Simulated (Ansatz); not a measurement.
## A series in volume scale on TiB2

Results calculated with Ansatz 0.2.0, not measured. Free energy against uniform scaling of the volume at fixed shape and fractions; periodic cell, basis, potentials, k mesh and filling as listed.

The cell before it is scaled or strained (space group P6/mmm, No. 191):
```
TiB2
1.0
      3.0292     0.0000     0.0000
     -1.5146     2.6234     0.0000
      0.0000     0.0000     3.2284
Ti B
1 2
Direct
  0.00000 0.00000 0.00000
  0.33333 0.66667 0.50000
  0.66667 0.33333 0.50000
```

Settings of every row: functional LDA; dispersion none; potentials all-electron LAPW; k mesh 11x11x9; k shift 0x0x0; occupations fermi dirac; smearing width 0.1 eV; spin none; SCF threshold exponent -10.

Limits: coarse k mesh, up to 40 meV an atom off.

```
row  volume scale  V (Å³/atom)  energy above lowest point (meV/atom)
  1          0.94        8.039                                   2.4
  2          0.96         8.21                                     0
  3          0.98        8.381                                   3.8
  4             1        8.552                                  13.2
  5          1.02        8.723                                  27.7
  6          1.04        8.894                                  46.7
  7          1.06        9.065                                     ?
```

Question: what energy above lowest point should row 7 give?

Worked fit of energy above lowest point. Take u = (V_r/V)^(2/3) − 1 with V_r = 8.4665 Å³ an atom, which is twice the finite (Eulerian) strain; such expansions in the strain, on which the Birch-Murnaghan equation of state is built, carry the rest volume and the bulk modulus. The shown rows have u = 0.03515, 0.02072, 0.00679, -0.00668, -0.0197, -0.03231. Least squares give energy above lowest point = 7.84 − 700.9 × u + 15536 × u² meV/atom; a straight line predicts inner rows, each left out in turn, worse (root mean square 6.8 against 0.021 meV/atom). All shown rows lie on it to the printed digit. Its lowest point lies at u = 0.0226, or V = 8.188 Å³ an atom, and the curvature there gives the bulk modulus at fixed shape and fractions, B = (4/9)(1 + u)² E″(u)/V = 283 GPa. Letting shape and atoms relax would as a rule lower it, by much in layered, chain or molecular crystals. The withheld row has u = -0.04451, so the fit gives 7.84 − 700.9 × (-0.04451) + 15536 × (-0.04451)² = 69.8 meV/atom.

The calculation gave 69.9 meV/atom. The fit lies 0.1 meV/atom (0.14 % of the column's range) below it, one unit of the last digit. This row lies beyond the range of the fit.
